Dear colleague,

A one-way arrow in your hexane cracking model claims that a reverse constant may go to zero while every forward constant stays finite and thermodynamics stays intact. The criterion of Gorban and Yablonsky (2011) tests that claim from stoichiometry. Here it is applied to six versions of your scheme and two from silicon processing.

**Conventions.** Step $r$ has the stoichiometric vector $\gamma_r$ (products minus reactants) and mass-action rates in $p_i/p^\circ$, $p^\circ=1$ bar, so $K_r=k_r^+/k_r^-$ is dimensionless. A site-blocking denominator common to both directions cancels from this ratio. Detailed balance means that some vector $x$ (the logarithms of equilibrium pressures, for instance $x_i=-\mu_i^\circ/RT$) gives
$$\ln K_r=\gamma_r\cdot x\quad\text{for all } r .$$
This linear system is solvable exactly when each relation $\sum_r\nu_r\gamma_r=0$ implies $\prod_r K_r^{\nu_r}=1$, the Wegscheider conditions.

**The result.** Take a sequence of fully reversible, detailed-balanced mechanisms whose constants converge: to zero for the reverse constants of the irreversible steps $j$, to positive values for all others. A mechanism is such a limit if and only if (i) its reversible steps obey the Wegscheider conditions, and (ii) the convex hull of the irreversible vectors $\gamma_j$ does not meet the span $S$ of the reversible vectors. $S$ always contains zero.

*Necessity.* Relations among reversible steps hold along the sequence and survive the limit, which is (i). If (ii) fails, $\sum_j\lambda_j\gamma_j=\sum_r\nu_r\gamma_r$ with $\lambda_j\ge0$, $\sum_j\lambda_j=1$. Taking the product with $x$,
$$\min_j\ln K_j\;\le\;\sum_j\lambda_j\ln K_j=\sum_r\nu_r\ln K_r .$$
The right side stays finite, so the $K_j$ cannot all diverge.

*Sufficiency.* Project the hull onto the orthogonal complement of $S$ and let $q$ be the point nearest the origin, $d=|q|>0$. Then $q\cdot\gamma_r=0$ for reversible steps and, by convexity, $q\cdot\gamma_j\ge d^2$. With $x_0$ solving the reversible part, take $x=x_0+sq$ and $k_j^-=k_j^+e^{-\gamma_j\cdot x}$. Every member is detailed-balanced, the reversible constants never move, and $k_j^-\to0$ as $s\to\infty$.

The proof also supplies a measure. A shift $y$ of $x$ that leaves the reversible $K_r$ alone and raises every $\ln K_j$ by at least $m$ has $y\cdot q\ge m$, hence $|y|\ge m/d$, with equality at $y=mq/d^2$. The smallest Euclidean shift of standard potentials is therefore $|\delta\mu^\circ|=mRT/d$. The value of $d$ depends on the species list; only the distinction between $d>0$ and $d=0$ is the verdict.

**Inputs.** A is n-hexane, B 2-methylpentane, D 3-methylpentane, O propene, P propane, H a C$_9$H$_{20}$ lump, Q butene, W pentane. At $T=750$ K, $RT=6.24$ kJ/mol. All mechanisms share A ⇌ B and B ⇌ D, with typical approximate values $K_1=1.3$ and $K_2=0.6$, and the cracking steps A → O+P and B → O+P. The two reversible vectors are independent, so (i) holds trivially. For a hundredfold rise of every $K_j$, $mRT=RT\ln100=28.7$ kJ/mol.

$S$ is the set of vectors on A, B, D whose components sum to zero. Projection replaces these three components by their mean, so the isomers act as one pool L, and a loss of one hexane contributes $1/3$ to the squared length. Condition (ii) becomes: after writing L for A, B and D, no non-negative combination of one-way steps may cancel.

| | added one-way steps | $d^2$ | $d$ | $\lvert\delta\mu^\circ\rvert$ (kJ/mol) | bound on $\min_j K_j$ | limit? |
|---|---|---|---|---|---|---|
| M1 | none | 7/3 | 1.53 | 18.8 | none | yes |
| M2 | B+O → H, H → Q+W | 19/42 | 0.67 | 42.7 | none | yes |
| M3 | B+O → H, H → 2O+P | 15/43 | 0.59 | 48.6 | none | yes |
| M4 | B+O → H, H → A+O | 0 | 0 | unbounded | 0.88 | no |
| M5 | O+P → D | 0 | 0 | unbounded | 0.77 | no |
| M6 | A → D | 0 | 0 | unbounded | 0.78 | no |

**The trend.** The distance falls as one step consumes what another makes, because those components cancel in a convex combination.

In M1 both cracking steps project onto L → O+P. Nothing cancels, and $d^2=1/3+1+1$.

In M2 the projected vectors of cracking, alkylation and recracking have the Gram matrix
$$G=\begin{pmatrix}7/3&-2/3&0\\-2/3&7/3&-1\\0&-1&3\end{pmatrix},$$
whose negative entries come from O and H. With $u=(1,1,1)^{T}$, minimising $\lambda^{T}G\lambda$ at fixed $\sum_j\lambda_j=1$ gives $\lambda\propto G^{-1}u=(13,17,12)^{T}/19$. All weights are positive, so the point lies in the hull and $d^2=1/(u^{T}G^{-1}u)=19/42$. P, Q and W are never consumed, so $d$ cannot vanish.

M3 is the instructive case. Alkylation plus recracking equals B → O+P, so the one-way vectors are linearly dependent, yet the mechanism passes. The relation carries mixed signs, $K_{\rm alk}K_{\rm recr}=K_B$ with $K_B$ the cracking constant of B, and both sides may diverge together. The nearest point lies on the alkylation–recracking edge (squared lengths $7/3$ and $6$, scalar product $-3$) with weights $27/43$ and $16/43$. Cracking has the margin $2d^2$, the sum of the other two.

M4 differs from M3 only in the products of H. The two added steps sum to B → A, so their midpoint lies in $S$, $K_{\rm alk}K_{\rm recr}=1/K_1$, and the smaller constant is at most $K_1^{-1/2}=0.88$. In M5, B → O+P followed by O+P → D is B → D, which gives $K_2^{1/2}=0.77$; the route from A gives a weaker bound. In M6 a single vector lies in $S$ and its constant is fixed at $K_1K_2=0.78$.

**What a failing model does.** Take M6 in a closed vessel with cracking off and illustrative constants $k_1^+=1.3$, $k_1^-=1.0$, $k_2^+=3.0$, $k_2^-=5.0$, $k_3=0.5$ s$^{-1}$ (A → D). At steady state one flux $J=k_3x_A$ runs round A → D → B → A, with $x_A,x_B,x_D$ now mole fractions. Balances on A and D give
$$\frac{x_B}{x_A}=\frac{k_1^++k_3}{k_1^-}=1.80,\qquad \frac{x_D}{x_A}=\frac{k_2^+(x_B/x_A)+k_3}{k_2^-}=1.18 ,$$
against the equilibrium ratios 1.3 and 0.78. The model has $x_A=0.251$ and circulates forever at $J=0.126$ s$^{-1}$, pushing A → D uphill by $RT\ln(1.18/0.78)=2.6$ kJ/mol. The repair has no free parameter: $k_3^-=k_3/(K_1K_2)=0.64$ s$^{-1}$ restores both ratios and stops the current. A freely fitted $k_3^-=0.40$ s$^{-1}$ would remove the one-way arrow but break (i), with the loop product $K_1K_2k_3^-/k_3=0.62$ where 1 is required.

**What passing does not prove.** The criterion says that a consistent limit exists, not that your reactor is near it. Take the approximate $\Delta G^\circ\approx-29$ kJ/mol for A → O+P at 750 K, uncertain by one or two kJ/mol and so good for one figure in $K$. The model then has $K_A\approx1\times10^{2}$ and $K_B=K_A/K_1\approx80$. For M5 this makes O+P → D strongly unfavourable, $K=K_2/K_B<10^{-2}$, the opposite of its arrow. For M3 the two added constants share the product 80, so the smaller is at most about 9. Alkylation is the reverse of a comparable C–C cracking, and its constant should be of order $1/K_B$, far below that bound. Its one-way arrow is then defensible only where recracking drains H. Check the ratio of reverse to forward rate, the reaction quotient divided by $K$, at the bed outlet.

**The same test in silicon.** Gold moves between interstitial and substitutional sites by kick-out, Au$_i$ ⇌ Au$_s$ + I, and by the Frank–Turnbull step, Au$_i$ + V ⇌ Au$_s$, where I is the self-interstitial, V the vacancy, and perfect lattice sites have unit activity. Add one-way recombination, I + V → 0. With kick-out alone reversible, the recombination vector has squared length 2, the kick-out vector 3, and their scalar product is $-1$. So $d^2=2-1/3=5/3$, $d=1.29$, and the scheme passes; at 1200 K the hundredfold shift is $k_BT\ln100/d=0.37$ eV. With both exchanges reversible, recombination equals Frank–Turnbull minus kick-out, $d=0$, and $K_{\rm rec}=K_{\rm FT}/K_{\rm KO}=1/(C_I^{*}C_V^{*})$ in terms of the equilibrium concentrations. The net rate must then read $k_{\rm rec}(C_IC_V-C_I^{*}C_V^{*})$. This is M6 again: a further reversible step enlarges $S$, can only lower $d$, and here turns a permitted arrow into a forbidden one.